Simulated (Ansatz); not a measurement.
# BN: the change of total energy with exact exchange and energy of the functional with volume scale

Results calculated with Ansatz 0.2.0-dev, not measured. RPA total energy (exact exchange plus RPA correlation) on Kohn-Sham orbitals over scaled volumes of the cell given; energies count from the value at scale 1 or the largest scale.

The cell before it is scaled or strained (space group F-43m, No. 216):
```
BN
1.0
      0.0000     1.8080     1.8080
      1.8080     0.0000     1.8080
      1.8080     1.8080     0.0000
B N
1 1
Direct
  0.00000 0.00000 0.00000
  0.25000 0.25000 0.25000
```

Settings of every row: orbitals functional PBE; datasets norm_conserving; wave cutoff 1240 eV; k mesh 4x4x4; correlated electrons 8; response cutoff 600 eV; long wavelength term neglected; core valence term semilocal.

Limits: coarse mesh, values belong to these settings and can lie far from the converged crystal; core-valence exchange is approximate on these files; the count of empty bands follows the volume.

```csv
row,volume scale,V (Å³/atom),"total energy with exact exchange (eV, a cell)","energy of the functional (eV, a cell)","RPA energy (eV, a cell)"
1,0.92,5.437,0.0546,0.124,0.1036
2,0.96,5.674,?,?,?
3,1,5.91,0,0,0
4,1.04,6.147,0.0501,0.0109,0.0206
5,1.08,6.383,0.14,0.0595,0.0787
```

Question: what total energy with exact exchange and energy of the functional should row 2 give?

Worked fit of total energy with exact exchange. Take u = (V_r/V)^(2/3) − 1 with V_r = 6.0285 Å³ an atom, which is twice the finite (Eulerian) strain; such expansions in the strain, on which the Birch-Murnaghan equation of state is built, carry the rest volume and the bulk modulus. The shown rows have u = 0.07127, 0.01332, -0.01289, -0.03738. Least squares give total energy with exact exchange = 0.01964 − 1.9416 × u + 34.13 × u² eV; a straight line predicts inner rows, each left out in turn, worse (root mean square 0.061 against 0.00049 eV). The rows lie off it by 0.0000, 0.0002, -0.0002, 0.0001. The withheld row has u = 0.04123, so the fit gives 0.01964 − 1.9416 × (0.04123) + 34.13 × (0.04123)² = -0.0024 eV.

The calculation gave -0.0017 eV. The fit lies 0.0007 eV (41 % of the value, 0.49 % of the column's range) below it; its largest miss of a shown row is 0.0002 eV.

Worked fit of energy of the functional. Take u = (V_r/V)^(2/3) − 1 with V_r = 6.0285 Å³ an atom, which is twice the finite (Eulerian) strain; such expansions in the strain, on which the Birch-Murnaghan equation of state is built, carry the rest volume and the bulk modulus. The shown rows have u = 0.07127, 0.01332, -0.01289, -0.03738. Least squares give energy of the functional = 0.00033 − 0.4401 × u + 30.527 × u² eV; a straight line predicts inner rows, each left out in turn, worse (root mean square 0.054 against 0.00035 eV). The rows lie off it by 0.0000, 0.0001, -0.0002, 0.0001. The withheld row has u = 0.04123, so the fit gives 0.00033 − 0.4401 × (0.04123) + 30.527 × (0.04123)² = 0.0341 eV.

The calculation gave 0.0346 eV. The fit lies 0.0005 eV (1.4 % of the value, 0.4 % of the column's range) below it; its largest miss of a shown row is 0.0002 eV.

The other values of row 2: RPA energy 0.0247 eV.
